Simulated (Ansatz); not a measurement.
# Swapping NH2 for F on Si: the atomisation energy

Gas-phase molecules. On one Si centre, n of the NH2 ligands are replaced by F. The atomisation energy (no zero-point term) y in kJ/mol at CCSD(T)/CBS estimate. Shapes: PBE0-D4/def2-TZVP. Flexible molecules stand in one conformer, not always the lowest. Programs: Ansatz 0.2.0.

```
 molecule  n  y (kJ/mol)
 Si(NH2)4  0        4680
Si(NH2)3F  1        4124
Si(NH2)F3  3           ?
     SiF4  4        2404
```

Fit y = c + s·n to the known rows and predict Si(NH2)F3.


1. Means of the 3 rows: n = 1.66667, y = 3736.0.
2. Σ(Δn)² = 8.6667, Σ(Δn·Δy) = -4940, so the slope is -4940/8.6667 = -570.
3. Intercept: 3736.0 − (-570) × 1.66667 = 4686.0. The largest residual of the fit is 8.0.
4. Si(NH2)F3: 4686.0 + (-570) × 3 = 2976 kJ/mol.

The run gave 2987 kJ/mol, so the prediction is off by -11 kJ/mol, more than the largest residual. The steps per swap are -556, -568, -583 kJ/mol. The slope is the difference between a Si–F and a Si–NH2 bond with the ligands’ own bonds. Other levels give for Si(NH2)F3: MP2/def2-SVP 2792; CCSD(T)/def2-TZVPP 2884 kJ/mol. The CBS estimate extrapolates MP2 from def2-TZVPP and def2-QZVPP and adds CCSD(T) − MP2 in the triple-zeta set, cores frozen.

Atomisation energy falls with every F introduced, but this doesn't mean that Si–F is weaker than Si–N. The Si–F bond is the stronger of the two, being highly polar and reinforced by electrostatic attraction. The total drops because each swap also removes two N–H bonds, and the gain at silicon repays only part of that loss.

Near-linearity shows that these contributions are largely additive. The loss per swap nevertheless grows from -556 to -583 kJ/mol, so the mixed molecules lie slightly above a straight line between the end members, and the fit underestimates Si(NH2)F3. This suggests a modest electronic preference for mixed ligands over redistribution into Si(NH2)4 and SiF4. A probable cause is that fluorine makes silicon a better acceptor, strengthening donation from the remaining nitrogen lone pairs into Si–F antibonding orbitals. Conformational energy differences could, however, contribute to so small a curvature. The slope alone doesn't give separate Si–F and Si–N bond energies.
